\section*{Two electrons in two orbitals: one singlet state, four parametrisations}

For two electrons in two spatial orbitals, four wavefunction models give the same lowest singlet: molecular-orbital configuration interaction (MO-CI), covalent-ionic valence bond (VB), the Coulson--Fischer (CF) pair, and the unrestricted Hartree--Fock (UHF) determinant varied after spin projection. The common state is the full CI solution in that orbital space. For a symmetric pair of centres the relevant symmetry block is two-dimensional, so a state is fixed by one real number, and each model is a different coordinate for that number. Two of the coordinates cover only half of the possible states, and a sign theorem shows that the lowest state lies in that half.

\subsection*{Premises and conventions}

(i) The nuclei are fixed, and the Hamiltonian is real and spin-free,
\begin{equation}
H=h(1)+h(2)+\frac{e^2}{4\pi\varepsilon_0 r_{12}} ,
\end{equation}
with the constant nuclear repulsion omitted. (ii) The one-electron space is spanned by two real, normalised functions $a$ and $b$ with overlap $S=\langle a|b\rangle$, $0\le S<1$. (iii) A symmetry operation of $H$, called inversion here, interchanges $a$ and $b$; this premise is dropped later. (iv) All variational parameters are real unless stated otherwise.

A product $fg$ means $f(\mathbf r_1)g(\mathbf r_2)$ and $f^2$ means $ff$. Spin is measured in units of $\hbar$. Two-electron integrals $(pq|rs)$ are the Coulomb energies, in joules, of the distribution $pq$ of electron 1 with the distribution $rs$ of electron 2. The orthonormal symmetry orbitals are
\begin{equation}
\sigma_g=\frac{a+b}{\sqrt{2(1+S)}},\qquad \sigma_u=\frac{a-b}{\sqrt{2(1-S)}} .
\label{mo}
\end{equation}
We write $h_g,h_u$ for the diagonal elements of $h$, $J_{pq}=(pp|qq)$ and $K=(gu|gu)$. By inversion symmetry $h_{gu}$ and every integral with an odd number of $u$ labels vanish.

\subsection*{The state space}

The Pauli principle pairs the singlet spin function, which is antisymmetric, with a symmetric spatial function, and the triplet with an antisymmetric one. The four products of $\sigma_g$ and $\sigma_u$ therefore split into two even singlets $\sigma_g^2$ and $\sigma_u^2$, one odd singlet $(\sigma_g\sigma_u+\sigma_u\sigma_g)/\sqrt2$ and one triplet $(\sigma_g\sigma_u-\sigma_u\sigma_g)/\sqrt2$. Since $H$ commutes with inversion and with electron exchange, it does not connect the three groups. The triplet and the odd singlet are eigenstates within the space, with energies
\begin{equation}
E_T=h_g+h_u+J_{gu}-K,\qquad E_{u}=E_T+2K .
\end{equation}
The even singlets form a two-dimensional block. Up to normalisation every real state in it is
\begin{equation}
\Psi(c)=\sigma_g^2+c\,\sigma_u^2 ,
\label{ci}
\end{equation}
where $c$ runs over the real line and $c=\pm\infty$ stands for $\sigma_u^2$. Any model whose functions lie in this block and include the exact $c$ gives the exact block minimum, because by the variational principle no function in the block lies lower.

\subsection*{MO-CI and the sign of $c$}

The matrix elements in the block are $H_{gg}=2h_g+J_{gg}$, $H_{uu}=2h_u+J_{uu}$ and $\langle\sigma_g^2|H|\sigma_u^2\rangle=K$; the one-electron part does not contribute to the last one because the two products differ in both orbitals. The energy of \eqref{ci} is
\begin{equation}
E(c)=\frac{H_{gg}+2cK+c^2H_{uu}}{1+c^2}.
\label{Ec}
\end{equation}
The secular equations are $H_{gg}+cK=E$ and $K+cH_{uu}=cE$. Eliminating $E$, with $\Delta=(H_{uu}-H_{gg})/2$, gives
\begin{equation}
Kc^2-2\Delta c-K=0,\qquad c_\pm=\frac{\Delta\pm\sqrt{\Delta^2+K^2}}{K},
\label{quad}
\end{equation}
and $c_+c_-=-1$ expresses the orthogonality of the two roots. The integral $K$ is the self-repulsion of the real distribution $\rho=\sigma_g\sigma_u$. With $\tilde\rho(\mathbf k)=\int\rho\,e^{-i\mathbf k\cdot\mathbf r}d^3r$ and the transform $1/k^2$ of $1/(4\pi r)$,
\begin{equation}
K=\frac{e^2}{\varepsilon_0}\int\frac{d^3k}{(2\pi)^3}\,\frac{|\tilde\rho(\mathbf k)|^2}{k^2}>0
\label{Kpos}
\end{equation}
unless $\rho$ vanishes identically. Since $E=H_{gg}+cK$ at a root, $K>0$ makes the negative root the lower one:
\begin{equation}
c_0=-\frac{K}{\Delta+\sqrt{\Delta^2+K^2}}<0,\qquad
E_0=H_{gg}+\Delta-\sqrt{\Delta^2+K^2}.
\label{c0}
\end{equation}
The form of $c_0$ follows from $c_-=-1/c_+$. It holds for either sign of $\Delta$, and $-1<c_0<0$ when $\Delta>0$. The quotient \eqref{Ec} has no stationary points other than $c_\pm$. The natural orbitals are $\sigma_g$ and $\sigma_u$, with occupations $n_g=2/(1+c^2)$ and $n_u=2c^2/(1+c^2)$.

\subsection*{Covalent-ionic valence bond}

Define the unnormalised structures $\Phi_{\rm cov}=ab+ba$, the Heitler--London function of 1927, and $\Phi_{\rm ion}=aa+bb$. Both are symmetric under exchange and even under inversion. Each has squared norm $2(1+S^2)$ and their overlap is $4S$, so the Gram determinant is $4(1+S^2)^2-16S^2=4(1-S^2)^2>0$. They are independent and span the same block. Expanding the squares of \eqref{mo},
\begin{equation}
\sigma_g^2=\frac{\Phi_{\rm ion}+\Phi_{\rm cov}}{2(1+S)},\qquad
\sigma_u^2=\frac{\Phi_{\rm ion}-\Phi_{\rm cov}}{2(1-S)} .
\end{equation}
Inserting these in \eqref{ci} and multiplying by $2(1+S)(1-S)$,
\begin{equation}
\Psi\propto\big[(1-S)-c(1+S)\big]\Phi_{\rm cov}+\big[(1-S)+c(1+S)\big]\Phi_{\rm ion}.
\end{equation}
The covalent-ionic function $\Phi_{\rm cov}+\gamma\Phi_{\rm ion}$, the form used by Weinbaum in 1933, is thus the state \eqref{ci} with
\begin{equation}
\gamma=\frac{(1-S)+c(1+S)}{(1-S)-c(1+S)},\qquad
c=-\frac{1-S}{1+S}\,\frac{1-\gamma}{1+\gamma}.
\label{gam}
\end{equation}
This fractional-linear map is one-to-one on the real line completed by infinity, so VB and MO-CI are the same variational space for every state of the block. The restricted Hartree--Fock (RHF) function $c=0$ has $\gamma=1$, the pure covalent function $\gamma=0$ has $c=-(1-S)/(1+S)$, and $c\to-\infty$ gives $\gamma\to-1$. The half-line $c\le0$ is the interval $|\gamma|\le1$. Because the two structures have equal norms, $\gamma$ is also the ratio of coefficients of the normalised structures. It is a ratio of probability amplitudes only for $S=0$, when the structures are orthogonal and the ionic weight is $\gamma^2/(1+\gamma^2)$.

\subsection*{The Coulson--Fischer pair}

Coulson and Fischer (1949) kept a single covalent-type product but let each orbital spread to the other centre,
\begin{equation}
\chi_1=a+\lambda b,\qquad \chi_2=b+\lambda a .
\end{equation}
The products are $\chi_1\chi_2=ab+\lambda aa+\lambda bb+\lambda^2ba$ and $\chi_2\chi_1=ba+\lambda bb+\lambda aa+\lambda^2ab$. Their sum is
\begin{equation}
\chi_1\chi_2+\chi_2\chi_1=(1+\lambda^2)\Phi_{\rm cov}+2\lambda\,\Phi_{\rm ion},
\qquad \gamma=\frac{2\lambda}{1+\lambda^2}.
\label{cf}
\end{equation}
From $(1\mp\lambda)^2\ge0$ it follows that $|\gamma|\le1$ for real $\lambda$, and $\gamma$ rises monotonically from $-1$ to $1$ on $-1\le\lambda\le1$ because $d\gamma/d\lambda=2(1-\lambda^2)/(1+\lambda^2)^2$. The values $\lambda$ and $1/\lambda$ give the same state, since they interchange $\chi_1$ and $\chi_2$ up to a factor. On the branch $|\lambda|\le1$ the inverse is $\lambda=(1-\sqrt{1-\gamma^2})/\gamma$. Using $(1-\gamma)/(1+\gamma)=(1-\lambda)^2/(1+\lambda)^2$ in \eqref{gam},
\begin{equation}
c=-\frac{1-S}{1+S}\left(\frac{1-\lambda}{1+\lambda}\right)^2 .
\label{clam}
\end{equation}
The real CF family is exactly the half-line $c\le0$. By \eqref{c0} it contains the lower root, and it does not contain the upper root $c_+>0$.

\subsection*{The spin-projected UHF determinant}

Take normalised orbitals that inversion interchanges,
\begin{equation}
\phi_1=\cos\theta\,\sigma_g+\sin\theta\,\sigma_u,\qquad
\phi_2=\cos\theta\,\sigma_g-\sin\theta\,\sigma_u ,
\label{uhf}
\end{equation}
with overlap $\langle\phi_1|\phi_2\rangle=\cos2\theta$, and place spin $\alpha$ in $\phi_1$ and spin $\beta$ in $\phi_2$. The normalised determinant is $D=(\phi_1\phi_2\,\alpha\beta-\phi_2\phi_1\,\beta\alpha)/\sqrt2$. Split the products into parts symmetric and antisymmetric under exchange, $\phi_1\phi_2=A_++A_-$ and $\phi_2\phi_1=A_+-A_-$. Then
\begin{equation}
D=A_+\,\frac{\alpha\beta-\beta\alpha}{\sqrt2}+A_-\,\frac{\alpha\beta+\beta\alpha}{\sqrt2}.
\label{D}
\end{equation}
Multiplying out \eqref{uhf}, the cross terms $\mp\sin\theta\cos\theta\,\sigma_g\sigma_u$ and $\pm\sin\theta\cos\theta\,\sigma_u\sigma_g$ cancel in the sum of the two products and survive in the difference:
\begin{align}
A_+&=\tfrac12(\phi_1\phi_2+\phi_2\phi_1)=\cos^2\theta\,\sigma_g^2-\sin^2\theta\,\sigma_u^2,\label{Ap}\\
A_-&=\tfrac12(\phi_1\phi_2-\phi_2\phi_1)=-\tfrac12\sin2\theta\,(\sigma_g\sigma_u-\sigma_u\sigma_g).
\end{align}
The squared norms are the singlet and triplet weights,
\begin{equation}
w_S=\cos^4\theta+\sin^4\theta=1-\tfrac12\sin^22\theta,\qquad w_T=\tfrac12\sin^22\theta ,
\end{equation}
and $\langle \hat S^2\rangle_D=2w_T=\sin^22\theta$. Only spins 0 and 1 occur, so the L\"owdin projector on the singlet has a single factor, $P=1-\hat S^2/2$, which equals 1 on the singlet and 0 on the triplet. The same operator results on $M_S=0$ states from the rotation average $\tfrac12\int_0^\pi d\omega\,\sin\omega\,\langle e^{-i\omega\hat S_y}\rangle$, because the diagonal element is 1 for the singlet and $\cos\omega$ for the $M_S=0$ triplet. The projected state is the first term of \eqref{D}, which has squared norm $w_S$, and comparison of \eqref{Ap} with \eqref{ci} gives
\begin{equation}
c=-\tan^2\theta .
\label{cth}
\end{equation}
As $\theta$ runs from 0 to $\pi/2$, $c$ covers the half-line $c\le0$ once, as in the CF family. The orbitals themselves coincide. Writing $a$ and $b$ in terms of $\sigma_g$ and $\sigma_u$,
\begin{equation}
\chi_{1,2}=(1+\lambda)\sqrt{\tfrac{1+S}{2}}\,\sigma_g\pm(1-\lambda)\sqrt{\tfrac{1-S}{2}}\,\sigma_u ,
\end{equation}
so that $\chi_{1,2}\propto\phi_{1,2}$ with
\begin{equation}
\tan\theta=\sqrt{\frac{1-S}{1+S}}\;\frac{1-\lambda}{1+\lambda},
\label{thl}
\end{equation}
in agreement with \eqref{clam} and \eqref{cth}. For $S=0$ this reduces to $\lambda=\tan(\pi/4-\theta)$ and $\gamma=\cos2\theta$.

Since $P$ is idempotent and commutes with $H$, the energy after projection is
\begin{equation}
E_P(\theta)=\frac{\langle D|HP|D\rangle}{\langle D|P|D\rangle}=E(-\tan^2\theta).
\end{equation}
Its derivative is $dE_P/d\theta=-2\tan\theta\sec^2\theta\,E'(c)$. It vanishes at $\tan^2\theta_0=-c_0$, where $E_P=E_0$, and it also vanishes at the end point $\theta=0$ through the prefactor alone. That point is a maximum, because \eqref{Ec} gives $E_P=H_{gg}-2K\theta^2+O(\theta^4)$. Variation after projection (VAP) therefore leaves the restricted solution for any $K>0$ and reaches the full CI energy of the block. This completes the equivalence: $c_0$, $\gamma_0$, $\lambda_0$ and $\theta_0$, linked by \eqref{gam}, \eqref{cf}, \eqref{cth} and \eqref{thl}, label one state.

\subsection*{Projection after variation}

The order of the two operations matters. The unprojected energy is the weighted mean $E_{\rm UHF}=w_SE_P+w_TE_T$, because $H$ does not couple singlet and triplet. With $x=\sin^2\theta$ one has $w_T=2x(1-x)$ and
\begin{equation}
E_{\rm UHF}=(1-x)^2H_{gg}+x^2H_{uu}+2x(1-x)(E_T-K).
\label{Eu}
\end{equation}
The slope at $x=0$ is $2(E_T-K-H_{gg})$. In terms of the RHF orbital energies $\epsilon_g=h_g+J_{gg}$ and $\epsilon_u=h_u+2J_{gu}-K$ it equals $2(\epsilon_u-\epsilon_g-J_{gu}-K)$. The restricted solution is locally stable along this path while the slope is positive, and the parameter value at which it changes sign is the Coulson--Fischer point. Beyond it, provided the denominator below is positive and $x_*<1$, the minimum of the parabola \eqref{Eu} lies at
\begin{equation}
x_*=\frac{H_{gg}+K-E_T}{H_{gg}+H_{uu}+2K-2E_T}.
\label{xs}
\end{equation}
This value depends on $E_T$, which does not enter \eqref{c0}, so in general $x_*/(1-x_*)\ne-c_0$. Projection after variation (PAV) yields a state in the right block with a non-optimal coefficient, and $E_P(\theta_*)\ge E_0$. On the stable side PAV returns RHF and no correlation energy, and its slope is discontinuous at the Coulson--Fischer point, whereas $E_0$ in \eqref{c0} is smooth there.

\subsection*{Without the symmetry premise}

Let $\psi_1,\psi_2$ be any orthonormal real basis of the orbital space. A real singlet is $\sum_{pq}C_{pq}\psi_p\psi_q$ with $C$ symmetric, and $ab+ba$, $aa$ and $bb$ span the same three-dimensional space, so CI and three-structure VB again coincide. A rotation of the basis diagonalises $C$ and gives $\Psi=\nu_1\eta_1^2+\nu_2\eta_2^2$ in the natural orbitals $\eta_p$, with $\nu_1^2+\nu_2^2=1$ and
\begin{equation}
E=\nu_1^2H_{11}+\nu_2^2H_{22}+2\nu_1\nu_2K_{12}.
\end{equation}
The one-electron part again drops out of the cross term, and $K_{12}=(\eta_1\eta_2|\eta_1\eta_2)>0$ by the argument of \eqref{Kpos}. If $\nu_1\nu_2$ were positive, reversing the sign of $\nu_2$ would give a normalised singlet of lower energy. The lowest singlet therefore has $\nu_1\nu_2=\det C\le0$ and takes the form \eqref{Ap} with $\eta_1,\eta_2$ in place of $\sigma_g,\sigma_u$ and $\tan^2\theta=-\nu_2/\nu_1$. Conversely, the pair $\cos\theta_1\psi_1+\sin\theta_1\psi_2$ and $\cos\theta_2\psi_1-\sin\theta_2\psi_2$ has the symmetric part $C_{11}=\cos\theta_1\cos\theta_2$, $C_{22}=-\sin\theta_1\sin\theta_2$, $C_{12}=\tfrac12\sin(\theta_1-\theta_2)$, so that $\det C=-\tfrac14\sin^2(\theta_1+\theta_2)\le0$. Real orbital pairs generate exactly the singlets with $\det C\le0$, and the lowest singlet is one of them. The CF form then needs two parameters, $a+\lambda_1b$ and $b+\lambda_2a$, and yields $(1+\lambda_1\lambda_2)\Phi_{\rm cov}+2\lambda_2aa+2\lambda_1bb$.

\subsection*{Range of validity}

\emph{Two orbitals.} The result is exact within a given two-dimensional orbital space. In a larger basis the singlet-coupled pair with freely varied real orbitals, the projected two-electron determinant and the two-configuration natural-orbital function with $\nu_1\nu_2\le0$ still describe the same manifold, but they retain only two natural orbitals and are no longer full CI. A VB calculation with $a$ and $b$ frozen spans another space than one with optimised orbitals, and $\gamma$ and $\lambda$ depend on the choice of $a$ and $b$ through $S$ even when $c$ is fixed.

\emph{Sign of the interaction.} MO-CI and VB agree for any $K$. Real CF and projected-UHF orbitals need $K\ge0$. For an attractive effective interaction $c_0>0$ and, at $S=0$, $|\gamma|>1$. The pair $\sigma_g\pm i\tau\sigma_u$ then serves, with symmetric part $\sigma_g^2+\tau^2\sigma_u^2$; at $S=0$ it corresponds to the complex value $\lambda=(1-i\tau)/(1+i\tau)$ of unit modulus. The same extension is needed for the upper root when $K>0$.

\emph{Which state.} The theorem concerns the lowest singlet. Whether it lies below the triplet is a separate question, decided by the sign of $E_T-E_0$. Spin-orbit coupling or an inhomogeneous magnetic field mixes the spin blocks and voids the premises.

\emph{Inequivalent centres.} The one-parameter formulas need premise (iii). The two dangling-bond orbitals of a symmetric Si(001) surface dimer are a case of the symmetric problem, and a buckled dimer calls for the two-parameter form; in both, the reduction to two orbitals is itself an approximation.

\emph{More electrons.} Exactness does not carry over. For two identical non-interacting pairs the product of two determinants \eqref{D} contains a triplet-triplet term of weight $w_T^2$. The Clebsch--Gordan coefficient $\langle1010|00\rangle=-1/\sqrt3$ leaves one third of it after projection on total spin zero, while the singlet-triplet terms are removed. The energy per pair is
\begin{equation}
E_{2}(\theta)=\frac{w_S^2E_P+\tfrac13w_T^2E_T}{w_S^2+\tfrac13w_T^2},
\label{E2}
\end{equation}
which exceeds $E_0$ at every $\theta$ when $E_T>E_0$ and $K>0$. A product of separately singlet-coupled CF pairs stays exact for this system.

\subsection*{Illustration: the Hubbard dimer}

The model has $S=0$, $h_{aa}=h_{bb}=0$, $h_{ab}=-t$ with $t>0$, and $(aa|aa)=(bb|bb)=U\geq0$ as the only two-electron integrals. Then $h_g=-t$ and $h_u=t$. Each of $\sigma_g,\sigma_u$ has amplitude $\pm1/\sqrt2$ on each site, so every integral with an even number of $u$ labels is $2\times U/4$, and $J_{gg}=J_{uu}=J_{gu}=K=U/2$. Hence $H_{gg}=U/2-2t$, $H_{uu}=U/2+2t$, $\Delta=2t$, $E_T=0$ and $E_u=U$. With $W=\sqrt{U^2+16t^2}$, \eqref{c0} and \eqref{gam} give
\begin{equation}
E_0=\frac{U-W}{2},\qquad c_0=-\frac{U}{4t+W},\qquad
\gamma_0=\frac{1+c_0}{1-c_0}=\frac{W-U}{4t}.
\end{equation}
The last form follows from $(W-U)(W+U)=16t^2$. As $E_0<0=E_T\le E_u$, this is the ground state. The VB route gives the same result independently: in the normalised covalent and ionic structures the matrix has diagonal elements $0$ and $U$ and coupling $-2t$, and its first row reads $E_0=-2t\gamma_0$. The ionic weight is $\partial E_0/\partial U=(1-U/W)/2$, and $n_u=1-4t/W$.

With $\gamma=\cos2\theta=1-2x$, \eqref{Eu} and $w_S=(1+\gamma^2)/2$ give
\begin{equation}
E_{\rm UHF}=-2t\gamma+\tfrac12U\gamma^2,\qquad
E_P=\frac{E_{\rm UHF}}{w_S}=\frac{-4t\gamma+U\gamma^2}{1+\gamma^2}.
\end{equation}
The symmetric choice of angles is optimal among real $M_S=0$ determinants. With independent angles, $p=\theta_1+\theta_2$ and $m=\theta_1-\theta_2$, the energy is $-2t\cos p\cos m+\tfrac12U(1-\cos^2m+\cos^2p)$, which is lowest at $\cos^2m=1$. Minimising $E_{\rm UHF}$ on $\gamma\le1$ gives $\gamma_*=1$ for $U\le2t$ and $\gamma_*=2t/U$ for $U\ge2t$, so the Coulson--Fischer point is $U=2t$. Beyond it
\begin{equation}
E_{\rm UHF}=-\frac{2t^2}{U},\qquad E_{\rm PAV}=-\frac{4t^2U}{U^2+4t^2}.
\end{equation}

\begin{center}
\begin{tabular}{lrrr}
\hline
$U/t$ & 2 & 4 & 8\\
\hline
$c_0$ & $-0.2361$ & $-0.4142$ & $-0.6180$\\
$\gamma_0$ & 0.6180 & 0.4142 & 0.2361\\
$\lambda_0$ & 0.3460 & 0.2168 & 0.1197\\
$\theta_0$ (rad) & 0.4523 & 0.5719 & 0.6662\\
ionic weight & 0.2764 & 0.1464 & 0.0528\\
$n_u$ & 0.1056 & 0.2929 & 0.5528\\
$\langle\hat S^2\rangle_D$ at $\theta_0$ & 0.6180 & 0.8284 & 0.9443\\
$\gamma_*$ & 1.0000 & 0.5000 & 0.2500\\
\hline
$E_0/t$ (CI, VB, CF, VAP) & $-1.2361$ & $-0.8284$ & $-0.4721$\\
$E_{\rm PAV}/t$ & $-1.0000$ & $-0.8000$ & $-0.4706$\\
$E_{\rm UHF}/t$ & $-1.0000$ & $-0.5000$ & $-0.2500$\\
$E_{\rm RHF}/t$ & $-1.0000$ & $0.0000$ & $2.0000$\\
\hline
\end{tabular}
\end{center}

At $U=2t$ the UHF solution has not yet left RHF, while the determinant underlying the VAP state already has $\langle\hat S^2\rangle=0.6180$. The PAV errors relative to the exact energy are $0.2361\,t$, $0.0284\,t$ and $0.00155\,t$, that is 19, 3.4 and 0.33 per cent of $|E_0|$. With $y=t^2/U^2$, both $E_0/U$ and $E_{\rm PAV}/U$ begin with $-4y+16y^2$, and their difference is
\begin{equation}
E_{\rm PAV}-E_0=64\,Uy^3\,\big(1-16y+O(y^2)\big).
\end{equation}
At $U=8t$ the correction $16y$ is 0.25, so the leading term alone, $0.00195\,t$, overestimates the error, and the two terms together give $0.00146\,t$. The unprojected energy tends to half of $E_0$ at large $U$ because $w_S\to\tfrac12$ and $E_T=0$. For two separate dimers at $U=4t$, \eqref{E2} at $\theta_0$ carries a triplet-pair fraction of $1/7$ and gives $-0.710\,t$ per dimer; reoptimising $\theta$ gives $-0.719\,t$, still above $E_0$.

For an illustrative hopping $t=1.00\times10^{-19}$ J, the singlet-triplet gap $E_T-E_0$ of the model is $1.236$, $0.828$ and $0.472\times10^{-19}$ J at $U/t=2$, 4 and 8 from any of the four equivalent wavefunctions, against $1.000$, $0.800$ and $0.471\times10^{-19}$ J from projection after variation.